With the cores frozen, an aluminium atom has three electrons to correlate, a hydrogen atom has one, and Al₂H has seven. Coupled cluster with full single, double and triple excitations (CCSDT) is therefore exact for the separate atoms within the basis, whereas the molecule still needs quadruples and beyond. Triples are also far fewer in the atoms, since three electrons form a single triple and seven form 35. A truncated coupled-cluster method thus tends to finish the atoms before the molecule. The atomization energy, which is the energy of the atoms less that of the molecule, then comes out too small.

Atomization energy of Al₂H (neutral doublet, PBE0/def2-TZVP geometry) without zero-point energy, computed with Ansatz 0.2.0 and the in-house AFQMC program afq 1. All levels use the aug-cc-pVDZ basis, frozen cores and a UHF reference determinant for the molecule. ph-AFQMC/X stands for phaseless AFQMC with trial X.

| level | this level less the reference (CCSDT(Q), same basis) (meV) | statistical noise, one standard error (meV) |
| --- | --- | --- |
| HF | -1091.0 | 0.000 |
| MP2 | -149.0 | 0.000 |
| CCSD | -123.0 | 0.000 |
| CCSD(T) | -31.0 | 0.000 |
| ph-AFQMC/HF | 67.0 | 23.000 |
| ph-AFQMC/CISD | -8.0 | 4.000 |
| released AFQMC | 6.0 | 3.000 |

All rows are for a linear Al–Al–H chain with hydrogen at one end, which was not shown to be the lowest structure. A negative error means that the level binds the molecule too weakly against CCSDT(Q) in the same basis. HF falls short by 1.09 eV, or 29 % of the reference atomization energy. Bonding brings electrons of different atoms into the same region, and HF leaves out the correlation of these new pairs. The HF solution used here is a saddle point, so a lower one exists, and the errors of HF, MP2 and coupled cluster all belong to this particular determinant.

The simplest estimate for the higher levels assumes that a method recovers the same share of correlation energy in the molecule as in the atoms. Its error is then the HF error times the share still missing. CCSD recovers 95.0 % in the molecule, which gives 0.050 × (−1091 meV) ≈ −55 meV, while the computed error is −123 meV. Nothing was fitted, and the estimate fails by a factor of two because CCSD does better in the atoms, as the count of triples suggests.

MP2 departs from equal shares in the opposite direction. It leaves the molecule 1125 meV too high and the atoms 976 meV too high, so most of its deficit cancels. Its error of −149 meV therefore looks almost as good as that of CCSD, although its molecular energy is far worse. A likely reason for the poor atoms is that 3s and 3p lie close in energy, which slows the perturbation series, but no calculation here tests this. An MP2 value close to the CCSD one is thus no sign that either has converged.

Adding perturbative triples brings the error down to −31 meV, and most of what remains still comes from triples. Full triples would lower the molecule by a further 45 meV but also the atoms by 22 meV, so the net gain is only 23 meV. The other 8 meV come from quadruples, which exist only in the molecule. With sodium in place of aluminium, each metal atom would have a single valence electron, and HF would already be exact for the frozen-core atoms. The molecule's whole deficit would then appear in the atomization energy.

Phaseless AFQMC depends on its trial wave function, because the constraint that controls the noise is exact only for an exact trial. With the HF trial the atomization energy is too large by 67 ± 23 meV. The atoms lie about 119 ± 12 meV too high, more than the molecule does, so the overbinding doesn't come from a molecular energy that is too low. A CISD trial omits only the triple excitations of a three-electron atom, and the atomic excess then falls to about 8 meV. More sampling would narrow the noise of the HF-trial result but leave this bias in place.

The CISD-trial and released results, at −8 ± 4 and 6 ± 3 meV, each lie two standard errors from the reference. They can't be ranked against each other on that basis. The released walk, in which the constraint is let go, is also no independent proof, since the reference was accepted only if the two agreed within a few tens of meV. During the release the molecular energy fell by 15 meV without a clear plateau, so differences of about 10 meV should not guide a choice of method here.

For an atomization energy wanted to about 4 kJ/mol, roughly 40 meV, CCSD(T) suffices for the correlation treatment of this molecule, with an error of 3 kJ/mol. CCSD, at 12 kJ/mol, does not. These figures exclude core correlation and the error of the double-zeta basis, which can easily reach a tenth of an eV, so the next effort belongs in a larger basis at the CCSD(T) level. If 10 meV matters, the small-basis step from CCSD(T) to CCSDT(Q) can be added as a correction, on the assumption that it changes little with the basis. Spin-orbit coupling, which none of these runs include, must then be added too, since it lowers the free aluminium atoms by an amount of that order.

Formal scaling supports that order of work. Doubling the system multiplies the cost by about 32 for MP2, 64 for CCSD, 128 for CCSD(T) and 512 for CCSDT(Q). The perturbative triples therefore buy 92 meV for one extra power of system size, while the last 31 meV cost two more. In AFQMC, improve the trial first and then buy samples, because halving the noise takes four times as many. The printed output below gives the split between molecule and atoms for each level.

Numerical output:

```
Energy above CCSDT(Q) and share of correlation recovered:
             row  molecule meV  atoms meV  molecule share %  atoms share %  equal-share error meV  model miss meV
              HF          3755       2664                 0              0                  -1091               0
             MP2          1125      976.1             70.04          63.36                 -326.9          -177.9
            CCSD         187.9       64.9                95          97.56                  -54.6            68.4
         CCSD(T)            53         22             98.59          99.17                  -15.4            15.6
     ph-AFQMC/HF          51.6      118.6             98.63          95.55                 -14.99          -81.99
   ph-AFQMC/CISD          16.3        8.3             99.57          99.69                 -4.736           3.264
  released AFQMC          -0.2        5.8               100          99.78                0.05811          -5.942
Correlation part of the reference atomization energy (%): 28.66
Step HF to MP2 (meV): 942
Step MP2 to CCSD (meV): 26
Step CCSD to CCSD(T) (meV): 92
CCSD error (kJ/mol): -11.87
CCSD(T) error (kJ/mol): -2.991
CCSD energy excess per Al atom (meV): 32.45
Full triples beyond (T), lowering of the molecule (meV): 44.7
Full triples beyond (T), net gain in atomization energy (meV): 22.7
Quadruples (Q), lowering of the molecule (meV): 8.3
HF-trial AFQMC, net error in standard errors: 2.913
HF-trial AFQMC, inferred noise of the atoms (meV): 12.47
HF-trial AFQMC, atomic excess in standard errors: 9.514
HF-trial AFQMC, molecular excess in standard errors: 2.67
CISD-trial AFQMC, net error in standard errors: -2
Released AFQMC, net error in standard errors: 2
Samples needed to bring HF-trial noise to CISD-trial noise (factor): 33.06
Fall of the molecular energy during release (meV): 14.6
Formal cost factor for doubled system size, MP2: 32
Formal cost factor for doubled system size, CCSD: 64
Formal cost factor for doubled system size, CCSD(T): 128
Formal cost factor for doubled system size, CCSDT(Q): 512
```
